**1. Conventions.** Rydberg atomic units are used: lengths in bohr, energies in Ry, $\hbar^2/2m=1$, so the kinetic operator is $-\nabla^2$ and an energy $\varepsilon=-\kappa^2$ fixes a decay constant $\kappa>0$ in bohr$^{-1}$. Transforms are $\hat f(\mathbf q)=\int f\,e^{-i\mathbf q\cdot\mathbf r}d^3r$ and $f=(2\pi)^{-3}\int\hat f\,e^{i\mathbf q\cdot\mathbf r}d^3q$. The $Y_L$, $L=(l,m)$, are real and orthonormal on the sphere, $\mathcal Y_L(\mathbf r)=r^lY_L(\hat{\mathbf r})$, and $\operatorname{erfc}x=(2/\sqrt\pi)\int_x^\infty e^{-u^2}du$. The premises are $\varepsilon<0$, a smoothing radius $r_s>0$ with $\gamma=r_s^2/4$, and the definition

$$\hat H(\varepsilon,\gamma;q)=\frac{4\pi\,e^{\gamma(\varepsilon-q^2)}}{q^2-\varepsilon}.\tag{1}$$

$H$ is the spherical function without the factor $Y_{00}=1/\sqrt{4\pi}$. Texts differ on this factor, which shifts overlaps by $4\pi$. The functions are analysed in detail by Bott, Methfessel, Krabs and Schmidt (1998).

**2. One integral behind everything.** For $\varepsilon<0$ the exponent $\varepsilon-q^2$ is negative for all real $q$, hence

$$\frac{e^{\gamma(\varepsilon-q^2)}}{q^2-\varepsilon}=\int_\gamma^\infty e^{t(\varepsilon-q^2)}\,dt .$$

The inverse transform of $e^{-tq^2}$ factorises into three one-dimensional Gaussian integrals and gives the unit-normalised Gaussian $g_t(r)=(4\pi t)^{-3/2}e^{-r^2/4t}$. The double integral over $t$ and $\mathbf q$ converges absolutely, because $\int_\gamma^\infty e^{\varepsilon t}t^{-3/2}dt$ is finite, so the order may be exchanged:

$$H(\varepsilon,\gamma;r)=4\pi\int_\gamma^\infty e^{\varepsilon t}g_t(r)\,dt=\frac1{\sqrt{4\pi}}\int_\gamma^\infty t^{-3/2}e^{-\kappa^2t-r^2/4t}\,dt.\tag{2}$$

The function is a positive superposition of Gaussians from which all those narrower than $g_\gamma\propto e^{-r^2/r_s^2}$ have been removed. It is therefore positive, smooth in $\mathbf r$ everywhere, decreasing in $r$ and decreasing in $\gamma$.

**3. The closed form.** Put $t=s^2$, so that $H=\pi^{-1/2}\int_{\sqrt\gamma}^\infty s^{-2}e^{-\kappa^2s^2-r^2/4s^2}ds$. Define $u_\mp(s)=\kappa s\mp r/2s$. The square can be completed in two ways,

$$\kappa^2s^2+\frac{r^2}{4s^2}=u_-^2+\kappa r=u_+^2-\kappa r ,$$

and the derivatives $u_\mp'=\kappa\pm r/2s^2$ obey $u_-'-u_+'=r/s^2$ and $u_-'+u_+'=2\kappa$. Replace $s^{-2}$ by $(u_-'-u_+')/r$ and use the first form of the exponent with $u_-'$, the second with $u_+'$. Each piece $u'e^{-u^2}$ is the exact derivative of $-\tfrac{\sqrt\pi}2\operatorname{erfc}u(s)$, so it does not matter that $u_+$ is not monotonic. Both $u_\pm\to+\infty$ at the upper limit. At the lower limit $\sqrt\gamma=r_s/2$, and

$$H=\frac1{2r}\Big[e^{-\kappa r}\operatorname{erfc}\Big(\frac{\kappa r_s}2-\frac r{r_s}\Big)-e^{\kappa r}\operatorname{erfc}\Big(\frac{\kappa r_s}2+\frac r{r_s}\Big)\Big].\tag{3}$$

The energy derivative brings a factor $t$ into (2), which removes $s^{-2}$; the sum rule $1=(u_-'+u_+')/2\kappa$ then gives

$$\dot H\equiv\frac{\partial H}{\partial\varepsilon}=\frac1{4\kappa}\Big[e^{-\kappa r}\operatorname{erfc}u_-+e^{\kappa r}\operatorname{erfc}u_+\Big],\tag{4}$$

where $u_\mp$ now denote the arguments in (3).

**4. Why the factor $e^{\gamma\varepsilon}$ is there.** Multiplying (1) by $\varepsilon-q^2$ and inverting, and separately differentiating (2) at its lower limit,

$$(\nabla^2+\varepsilon)H=-4\pi e^{\gamma\varepsilon}g_\gamma(r)=\frac{\partial H}{\partial\gamma}.\tag{5}$$

The point source of the bare Hankel function $e^{-\kappa r}/r$ is replaced by a Gaussian. The amplitude of the tail is set by the residue of (1) at $q^2=\varepsilon$, that is by the transform of the source at imaginary $q=i\kappa$. A unit Gaussian has $e^{-\gamma q^2}=e^{\gamma\kappa^2}>1$ there, and the factor $e^{\gamma\varepsilon}$ cancels this excess. Indeed $\operatorname{erfc}(-\infty)=2$ in (3) gives $H\to e^{-\kappa r}/r$ with unit coefficient, both for $r\to\infty$ and for $r_s\to0$. The difference is the removed part of (2):

$$\frac{e^{-\kappa r}}r-H=\frac1{\sqrt{4\pi}}\int_0^\gamma t^{-3/2}e^{\varepsilon t-r^2/4t}dt>0.\tag{6}$$

With $\operatorname{erfc}(-x)=2-\operatorname{erfc}x$ and $\operatorname{erfc}x\simeq e^{-x^2}/x\sqrt\pi$, both terms of the difference carry the same factor $e^{-r^2/r_s^2-\kappa^2r_s^2/4}$ once $-u_-\gg1$. The ratio $\rho(r)=H\,r\,e^{\kappa r}$ is the fraction of the weight $t^{-3/2}e^{\varepsilon t-r^2/4t}$ lying at $t>\gamma$. Raising $r$ multiplies this weight by a function that increases with $t$, so $\rho$ rises monotonically towards 1. At $\kappa=0$, (3) becomes $\operatorname{erf}(r/r_s)/r$, the smooth part of the Ewald split of the Coulomb potential.

**5. The value at the centre.** Equation (3) is $0/0$ at $r=0$, but (2) is not. One integration by parts gives $\int_\gamma^\infty t^{-3/2}e^{-\kappa^2t}dt=2\gamma^{-1/2}e^{-\kappa^2\gamma}-2\kappa^2\int_\gamma^\infty t^{-1/2}e^{-\kappa^2t}dt$, and the last integral is $\sqrt\pi\operatorname{erfc}(\kappa\sqrt\gamma)/\kappa$. Thus

$$H(0)=\frac{e^{\gamma\varepsilon}}{\sqrt{\pi\gamma}}-\kappa\operatorname{erfc}(\kappa\sqrt\gamma),\qquad\dot H(0)=\frac{\operatorname{erfc}(\kappa\sqrt\gamma)}{2\kappa}.\tag{7}$$

**6. Angular momentum.** Define $H_L=\mathcal Y_L(-\nabla)H$, so that $\hat H_L=\mathcal Y_L(-i\mathbf q)\hat H$ and $H_{00}=H/\sqrt{4\pi}$. The radial form follows from the action on a Gaussian. For a complex vector $\mathbf a$ with $\mathbf a\cdot\mathbf a=0$, the Taylor shift gives $e^{-\mathbf a\cdot\nabla}e^{-r^2/4t}=e^{-(\mathbf r-\mathbf a)^2/4t}=e^{-r^2/4t}e^{\mathbf a\cdot\mathbf r/2t}$. The terms of order $l$ in $\mathbf a$ read $(-\mathbf a\cdot\nabla)^le^{-r^2/4t}=(2t)^{-l}(\mathbf a\cdot\mathbf r)^le^{-r^2/4t}$. The polynomials $(\mathbf a\cdot\mathbf r)^l$ with null $\mathbf a$ span the harmonic polynomials of degree $l$, so the same holds for $\mathcal Y_L$. Under the integral (2),

$$H_L=\mathcal Y_L(\mathbf r)\chi_l(r),\qquad\chi_l=\frac1{2^l\sqrt{4\pi}}\int_\gamma^\infty t^{-l-3/2}e^{\varepsilon t-r^2/4t}dt .$$

Each step in $l$ is the operation $-r^{-1}d/dr$, $\chi_0=H$, and $\chi_{-1}=2\dot H$. All $\chi_l(0)$ are finite, so $H_L\propto r^l$ at the centre where the bare function goes as $r^{-l-1}$. Integrating $\frac d{dt}[t^{-l-1/2}e^{\varepsilon t-r^2/4t}]$ from $\gamma$ to $\infty$ and multiplying by $2^{1-l}/\sqrt{4\pi}$ yields

$$r^2\chi_{l+1}=(2l+1)\chi_l-\varepsilon\chi_{l-1}-\frac{e^{\gamma\varepsilon-r^2/4\gamma}}{2^l\sqrt\pi\,\gamma^{l+1/2}},\tag{8}$$

the recurrence of the bare functions plus a Gaussian term, started from (3) and (4).

**7. The two-centre overlap.** Let $H_i=H(\varepsilon_i,\gamma_i)$ sit at $\mathbf R_i$ and let $\mathbf R=\mathbf R_1-\mathbf R_2$. Both functions are square-integrable, and a shift by $\mathbf R_i$ multiplies the transform by $e^{-i\mathbf q\cdot\mathbf R_i}$. Parseval's theorem gives

$$S_{12}(R)=\int H_1H_2\,d^3r=\int\frac{d^3q}{(2\pi)^3}\,\frac{(4\pi)^2\,e^{\gamma_1\varepsilon_1+\gamma_2\varepsilon_2-\gamma q^2}}{(q^2-\varepsilon_1)(q^2-\varepsilon_2)}\,e^{i\mathbf q\cdot\mathbf R},\qquad\gamma=\gamma_1+\gamma_2 .$$

Two steps turn this into functions of the type (1). First, for $\varepsilon_1\ne\varepsilon_2$,

$$\frac1{(q^2-\varepsilon_1)(q^2-\varepsilon_2)}=\frac1{\varepsilon_1-\varepsilon_2}\Big[\frac1{q^2-\varepsilon_1}-\frac1{q^2-\varepsilon_2}\Big],$$

as the common denominator shows: the numerator is $(q^2-\varepsilon_2)-(q^2-\varepsilon_1)$. Each term is integrable alone because $\gamma>0$. Second, the constant in the exponent is rewritten to suit each pole, $\gamma_1\varepsilon_1+\gamma_2\varepsilon_2=\gamma\varepsilon_1+\gamma_2(\varepsilon_2-\varepsilon_1)=\gamma\varepsilon_2+\gamma_1(\varepsilon_1-\varepsilon_2)$. One factor $4\pi$ goes into each $\hat H$, the other stays outside:

$$S_{12}(R)=\frac{4\pi}{\varepsilon_1-\varepsilon_2}\Big[e^{\gamma_2(\varepsilon_2-\varepsilon_1)}H(\varepsilon_1,\gamma_1+\gamma_2;R)-e^{\gamma_1(\varepsilon_1-\varepsilon_2)}H(\varepsilon_2,\gamma_1+\gamma_2;R)\Big].\tag{9}$$

The smoothing radii add in quadrature, $r_s^2=r_{s1}^2+r_{s2}^2$. Exchanging the labels flips the sign of the bracket and of the denominator, so (9) is symmetric. It has the dimension of a length, and it is positive since both functions are.

**8. How to remember which $\gamma$ goes where.** The prefactor of the pole at $\varepsilon_1$ is the numerator $e^{\gamma_2(\varepsilon_2-q^2)}$ of the other function evaluated at $q^2=\varepsilon_1$. This has a consequence that is easy to miss. For $\kappa_1<\kappa_2$ the large-$R$ overlap tends to $4\pi e^{\gamma_2(\varepsilon_2-\varepsilon_1)}e^{-\kappa_1R}/[(\varepsilon_1-\varepsilon_2)R]$, which is the bare result times a constant below 1. The smooth overlap never approaches the bare one, because the tail of function 1 is sampled at the centre of function 2, where function 2 has been changed.

**9. Equal energies.** Regard the bracket of (9) as a function of $\varepsilon_1$. It vanishes at $\varepsilon_1=\varepsilon_2=\varepsilon$, and its derivative there is $-\gamma_2H+\dot H-\gamma_1H$. Hence

$$S(R)=4\pi\big[\dot H(\varepsilon,\gamma;R)-\gamma H(\varepsilon,\gamma;R)\big].\tag{10}$$

The transform confirms it: differentiating (1) gives $\gamma\hat H$ plus the double-pole term, which is the one wanted. Dropping $-\gamma H$ is a common slip. In terms of (2), (10) is $(4\pi)^2\int_\gamma^\infty(t-\gamma)e^{\varepsilon t}g_t\,dt$, visibly positive.

**10. Kinetic energy and general $L$.** The operator $-\nabla^2$ puts $q^2$ into the numerator, and $q^2/[(q^2-\varepsilon_1)(q^2-\varepsilon_2)]=[\varepsilon_1/(q^2-\varepsilon_1)-\varepsilon_2/(q^2-\varepsilon_2)]/(\varepsilon_1-\varepsilon_2)$. The kinetic matrix element is thus (9) with the first term multiplied by $\varepsilon_1$ and the second by $\varepsilon_2$. The Gaussian sources of (5) cancel, as both carry $P=e^{\gamma_1\varepsilon_1+\gamma_2\varepsilon_2}$. With $q^4$ the energies enter squared and a remainder $(4\pi)^2Pg_\gamma(R)$ survives. For general $L$, the complex conjugate gives $\mathcal Y_{L_1}(i\mathbf q)=(-1)^{l_1}\mathcal Y_{L_1}(-i\mathbf q)$. With Gaunt coefficients $C_{L_1L_2M}=\int Y_{L_1}Y_{L_2}Y_M\,d\Omega$, the product is $\mathcal Y_{L_1}(-i\mathbf q)\mathcal Y_{L_2}(-i\mathbf q)=\sum_MC_{L_1L_2M}(-q^2)^k\mathcal Y_M(-i\mathbf q)$, with $2k=l_1+l_2-l_M$ even and non-negative by the selection rules. Therefore

$$\int H_{L_1}H_{L_2}\,d^3r=(-1)^{l_1}\sum_MC_{L_1L_2M}\,(\nabla^2)^k\,\mathcal Y_M(-\nabla)\,S_{12}(R),\tag{11}$$

with gradients acting on $\mathbf R$. The sum is finite, and (5) and (8) evaluate every term. The sign can be tested on $p_z$ against $s$: $-\partial_zH_1(\mathbf r-\mathbf R_1)=+\partial_{R_{1z}}H_1$, so the overlap is a positive constant times $+\partial S_{12}/\partial R_z$, as (11) with $l_1=1$ states.

**11. Both functions on one site.** At $\mathbf R=0$ the angular integral over $\hat{\mathbf q}$ gives $\delta_{L_1L_2}$, and $(4\pi)^2/(2\pi)^3=2/\pi$, so

$$\int H_{1L}H_{2L}\,d^3r=P\,D_l,\qquad D_l=\frac2\pi\int_0^\infty\frac{q^{2l+2}e^{-\gamma q^2}dq}{(q^2-\varepsilon_1)(q^2-\varepsilon_2)}=\frac{j_l(\varepsilon_1)-j_l(\varepsilon_2)}{\varepsilon_1-\varepsilon_2},\tag{12}$$

with $j_l(\varepsilon)=(2/\pi)\int_0^\infty q^{2l+2}e^{-\gamma q^2}(q^2-\varepsilon)^{-1}dq$. For $l=0$ this is the inverse transform of (1) at $r=0$ without $e^{\gamma\varepsilon}$, so $j_0=e^{-\gamma\varepsilon}H(0)$ and $S_{12}(0)=4\pi PD_0$. Writing $q^2/(q^2-\varepsilon)=1+\varepsilon/(q^2-\varepsilon)$ gives

$$j_l=M_l+\varepsilon j_{l-1},\qquad M_l=\frac2\pi\int_0^\infty q^{2l}e^{-\gamma q^2}dq=\frac{\Gamma(l+\frac12)}{\pi\gamma^{l+1/2}},\tag{13}$$

so $M_0=1/\sqrt{\pi\gamma}$, $M_1=M_0/2\gamma$, $M_2=3M_0/4\gamma^2$. With $x=\kappa\sqrt\gamma$ and $E(x)=e^{x^2}\operatorname{erfc}x$, (7) reads $j_0=M_0-\kappa E$. The diagonal elements are $D_l=j_l'(\varepsilon_i)$ at $\gamma=2\gamma_i$. From $E'=2xE-2/\sqrt\pi$ and $d/d\varepsilon=-(2\kappa)^{-1}d/d\kappa$,

$$j_0'=\frac{(1+2x^2)E-2x/\sqrt\pi}{2\kappa},\qquad j_l'=j_{l-1}+\varepsilon j_{l-1}'.\tag{14}$$

The prefactors obey $P^2=e^{2\gamma_1\varepsilon_1}e^{2\gamma_2\varepsilon_2}$, so they cancel in the normalised overlap $s_l=D_l^{12}/\sqrt{D_l^{11}D_l^{22}}$, and the normalised $2\times2$ overlap matrix has eigenvalues $1\pm s_l$. An extra $q^2$ raises $l$ by one in (12), so the on-site kinetic element is $PD_{l+1}$. For bare functions ($\gamma=0$) the integrand goes as $q^{2l-2}$. Only $l=0$ converges, to $D_0=1/(\kappa_1+\kappa_2)$, and even its kinetic element diverges. This is why bare envelopes cannot be integrated over all space, and smooth ones can.

**12. How fast a two-kappa pair becomes redundant.** Take equal $\gamma_i$ and $\varepsilon_2=\varepsilon_1+\delta$. Up to a constant, the ratio of the transforms is $w=(1-\delta u)^{-1}$ with $u=1/(q^2-\varepsilon_1)$. Let $\langle\cdot\rangle$ be the average over $q$ with weight $q^{2l+2}e^{-\gamma q^2}u^2$. Then $s_l^2=\langle w\rangle^2/\langle w^2\rangle$, where $\langle w\rangle^2=1+2\delta\langle u\rangle+\delta^2(\langle u\rangle^2+2\langle u^2\rangle)+\dots$ and $\langle w^2\rangle=1+2\delta\langle u\rangle+3\delta^2\langle u^2\rangle+\dots$, so

$$1-s_l=\tfrac12\delta^2\big(\langle u^2\rangle-\langle u\rangle^2\big)+O(\delta^3).\tag{15}$$

The small eigenvalue falls quadratically with the energy spacing. For bare $s$ functions $\langle u\rangle=1/4\kappa^2$ and $\langle u^2\rangle=1/8\kappa^4$ give $\delta^2/32\kappa^4$, which is also the leading term of $1-2\sqrt{\kappa_1\kappa_2}/(\kappa_1+\kappa_2)$.

**13. Range of validity.** Equations (2) to (14) are exact for $\varepsilon_i<0$, $\gamma_i>0$ and any $\mathbf R$, including zero; (15) needs $|\delta|\ll|\varepsilon_1|$.

- *Energies.* One $\varepsilon_i=0$ is allowed, since $q^2dq/q^2$ is integrable at the origin. With both zero the $s$–$s$ overlap diverges. For $\varepsilon>0$, (1) has a pole at real $q$ and the function is not square-integrable. The right side of (6) is entire in $\varepsilon$, so $H$ can be continued, but the steps of comment 7 then hold only for Bloch sums, where the integral becomes a sum over $\mathbf k+\mathbf G$ and no $|\mathbf k+\mathbf G|^2$ may equal $\varepsilon_i$.
- *Lattice sums.* Since (9) is linear in $H$, the Bloch-summed overlap is a Bloch sum of $H$. Cutting (2) at $\gamma'>\gamma$ is the Ewald split: the part $\int_\gamma^{\gamma'}$ decays as a Gaussian in real space, and the rest, $H(\varepsilon,\gamma')$, as $e^{-\gamma'q^2}$.
- *Arithmetic.* (9) subtracts nearly equal terms as $\varepsilon_1\to\varepsilon_2$ and loses one digit for each factor of ten in the spacing; (10) and its Taylor corrections take over. This is separate from the near-dependence (15). (3) and (8) lose digits at $r\ll r_s$, where a power series is used, and $e^{\kappa r}\operatorname{erfc}u_+$ is best written $e^{\kappa r-u_+^2}E(u_+)$.
- *Physics.* The integrals run over all space and concern the envelopes. In an augmented basis each envelope is replaced inside the atomic spheres by solutions of the radial equation, and the overlap of basis functions is (11) plus, for every sphere, the augmented minus the envelope contribution. By (5) a smooth envelope also does not solve the Helmholtz equation exactly outside its sphere.

**14. Illustration: a two-kappa set on an Fe site.** The basis parameters are chosen inputs of a size typical for such a basis, not optimised values. Set A has $\varepsilon_1=-0.25$ Ry, $r_{s1}=1.6$ bohr and $\varepsilon_2=-1$ Ry, $r_{s2}=1.2$ bohr. Then $\kappa_1=0.5$, $\kappa_2=1$ bohr$^{-1}$, $\gamma_1=0.64$, $\gamma_2=0.36$, $\gamma=1$ bohr$^2$ (combined radius 2 bohr) and $\varepsilon_1-\varepsilon_2=0.75$ Ry. An approximate lattice constant of 5.42 bohr for bcc Fe gives a neighbour distance $\sqrt3a/2=4.69$ bohr, rounded to 4.7 below, and a touching-sphere radius of 2.35 bohr.

*Scalar overlap from (9).* With $E(0.5)=0.61569$, $E(1)=0.42758$ and $M_0=0.56419$, one finds $j_0=0.25634$ and $0.13661$, so $H(\varepsilon_1,1;0)=0.199641$ and $H(\varepsilon_2,1;0)=0.050255$ bohr$^{-1}$. The prefactors are $e^{-0.27}=0.763379$ and $e^{0.48}=1.616074$, and $4\pi/0.75=16.7552$:

$$S_{12}(0)=16.7552\,(0.152402-0.081215)=16.7552\times0.071187=1.1927\ \text{bohr}.$$

The bare value is $4\pi/(\kappa_1+\kappa_2)=8.3776$ bohr. The diagonal elements need $\gamma=1.28$, $x=0.56569$, $E=0.58350$ and $\gamma=0.72$, $x=0.84853$, $E=0.47281$. Equation (14) with the factors $4\pi e^{2\gamma_i\varepsilon_i}$ gives $S_{11}=2.9076$ and $S_{22}=0.6000$ bohr, so $s_0=0.9030$, against $0.9428$ for the bare pair.

*Higher $l$.* At $\gamma=1$, $M_1=0.28209$ and $M_2=0.42314$, and (13) gives $j_1=0.21801$, $j_2=0.36864$ at $\varepsilon_1$ and $j_1=0.14549$, $j_2=0.27765$ at $\varepsilon_2$. Set B keeps the energies and takes one radius for both, $r_s=\sqrt2=1.414$ bohr ($\gamma_i=0.5$). It has the same $\gamma=1$ and hence the same $D_l^{12}$. The $D_l$ are in bohr$^{1-2l}$.

| $l$ | $D^{12}_l$ | $D^{11}_l$ (A) | $D^{22}_l$ (A) | $s_l$ (A) | $D^{11}_l$ (B) | $D^{22}_l$ (B) | $s_l$ (B) |
|---|---|---|---|---|---|---|---|
| 0 | 0.15965 | 0.31864 | 0.09809 | 0.9030 | 0.35935 | 0.07719 | 0.9586 |
| 1 | 0.09669 | 0.12727 | 0.09401 | 0.8840 | 0.16651 | 0.05942 | 0.9721 |
| 2 | 0.12132 | 0.11125 | 0.17564 | 0.8679 | 0.17638 | 0.08607 | 0.9846 |

The opposite trends follow from $\ln(\hat H_1/\hat H_2)=(\gamma_2-\gamma_1)q^2+\ln[(q^2-\varepsilon_2)/(q^2-\varepsilon_1)]+\text{const}$. A constant ratio would mean $s=1$. The factor $q^{2l+2}$ moves the weight to larger $q$, where the logarithm flattens. In set B only the logarithm distinguishes the functions, and $s_l$ rises with $l$. In set A the first term falls with $q$ as the second does, the two add, and the first steepens with $q$. For the $d$ pair the small eigenvalue $1-s_2$ is 0.1321 in A and 0.0154 in B, and the condition numbers $(1+s_2)/(1-s_2)$ are 14 and 129. For $d$ envelopes with these energies a second smoothing radius adds more independence than the second $\kappa$ alone. The mean kinetic energy of the first $s$ function of set A is $D_1^{11}/D_0^{11}=0.399$ Ry, positive although $\varepsilon_1<0$, which the source term in (5) makes possible.

*Neighbouring sites, set A.* At $R=4.7$ bohr, (3) with the combined radius gives $H=0.020139$ and $0.001855$ bohr$^{-1}$, close to the bare $0.020291$ and $0.001935$. Yet (9) yields $S_{12}=0.2073$ bohr (0.157 after normalisation), while the bare pair has $0.3076$ bohr. The gap is mainly the work of the prefactors of comment 8.

*Size of what is left out.* At the sphere radius $\rho=0.892$ for function 1 and $0.956$ for function 2, so the envelopes have not reached their bare form there. The bare pair contributes $4\pi e^{-(\kappa_1+\kappa_2)r}/(\kappa_1+\kappa_2)=0.2467$ bohr from beyond $r=2.35$ bohr. Since each $\rho$ rises monotonically to 1, the smooth pair contributes between $0.2104$ and $0.2467$ bohr. A fraction between 0.793 and 0.824 of $S_{12}(0)$ therefore comes from inside the sphere, where augmentation replaces the integrand. The tabulated $s_l$ are exact properties of the envelopes and the smooth term of the overlap matrix; the augmentation term can be of the same order, and must be added before anything is concluded about the conditioning of the full Fe basis.